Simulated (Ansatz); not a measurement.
Smearing, entropy and the zero-width energy in Ga₃Se

All numbers below come from DFT PBEsol, scalar-relativistic, plane waves, PAW (Ansatz 0.2.0).

```
CELL_PARAMETERS angstrom
4.43246 0.00000 0.00000
0.00000 4.43246 0.00000
0.00000 0.00000 4.43246
ATOMIC_POSITIONS crystal
Ga 0.00000 0.50000 0.50000
Ga 0.50000 0.00000 0.50000
Ga 0.50000 0.50000 0.00000
Se 0.00000 0.00000 0.00000
```

```json
{
  "plane-wave cutoff": "420 eV",
  "Γ-centred k-mesh": "10×10×10",
  "spin treatment": "unpolarised"
}
```

The same metal under several smearings of width σ, on one mesh. F is the free energy, TS the smearing's entropy term for the cell of 4 atoms, and E = F + TS. Gaussian occupations are ½ erfc[(ε − μ)/σ], and N counts both spins.

```
       rule  σ (eV) F − F(narrowest) (meV/atom) TS (meV/cell)
Fermi–Dirac    0.01                       -0.093          0.857
   Gaussian    0.01                        0.000          0.182
   Gaussian    0.02                       -0.050          0.459
   Gaussian    0.05                       -0.417          3.645
   Gaussian     0.1                       -1.644         12.045
   Gaussian     0.3                      -10.464         67.051
   Gaussian     0.5                      -24.453        170.400
```

Question: For a density of states N (both spins) that is flat over the smeared range, TS = Nσ²/2 (Gaussian) and (π²/3)Nσ² (Fermi–Dirac). What N does each run give?

Answer:
| rule | σ (eV) | N (states/eV a cell) |
| --- | --- | --- |
| Fermi–Dirac | 0.01 | 2.61 |
| Gaussian | 0.01 | 3.63 |
| Gaussian | 0.02 | 2.30 |
| Gaussian | 0.05 | 2.92 |
| Gaussian | 0.1 | 2.41 |
| Gaussian | 0.3 | 1.49 |
| Gaussian | 0.5 | 1.36 |

Equal entropy needs σ_Gauss = π√(2/3) σ_FD = 2.57 σ_FD, so a Fermi–Dirac width acts like a Gaussian one 2.57 times as large. At moderate widths N lies between 1.49 and 2.92. The drift shows structure in the density of states within the smeared window (a rise with width points to a dip at the Fermi level, a fall to a peak or a steep flank), or a mesh too coarse for the narrower widths. At the narrowest widths only the few mesh levels within σ of μ count, so N can scatter there.

Question: To second order F = E0 − TS/2 and E = E0 + TS/2. How well does E0 = (E + F)/2 undo the smearing?

Answer:
```tsv
rule	σ (eV)	F − E0(narrowest) (meV/atom)	(E + F)/2 − E0(narrowest) (meV/atom)
Fermi–Dirac	0.01	-0.12	-0.01
Gaussian	0.01	-0.02	0.00
Gaussian	0.02	-0.07	-0.02
Gaussian	0.05	-0.44	0.02
Gaussian	0.1	-1.67	-0.16
Gaussian	0.3	-10.49	-2.11
Gaussian	0.5	-24.48	-3.18
```

At Gaussian 0.3 eV the free energy is off by -10.49 meV/atom and the mean by -2.11. What remains is of order σ⁴ plus the mesh error of the narrowest run, which is no exact reference. Forces and stress are derivatives of F, not of E0, so they keep the σ² error.

6 further runs of this set aren't shown.

The fall in apparent N from 2.92 to 1.36 states/eV a cell between Gaussian widths of 0.05 and 0.5 eV suggests that the Fermi level lies near a local maximum or on a curved flank of the density of states, though the rise between 0.02 and 0.05 eV breaks the trend. Selenium's greater electronegativity draws its 4p states down, so the states at the Fermi level are probably largely Ga 4s–4p in character, with some Se 4p admixture.

The same structure explains why the averaged energy ends up too low at large widths. Entropy then grows more slowly than σ², so half of TS no longer offsets the whole drop in F. The remaining error only goes from -2.11 to -3.18 meV/atom between 0.3 and 0.5 eV, far less than a fourth-power law would give. These widths therefore lie beyond the reach of a low-order expansion, and fitting a σ⁴ correction to them would not be justified. The small residuals at narrow widths support consistent total energies on this mesh, not the stability of the compound.
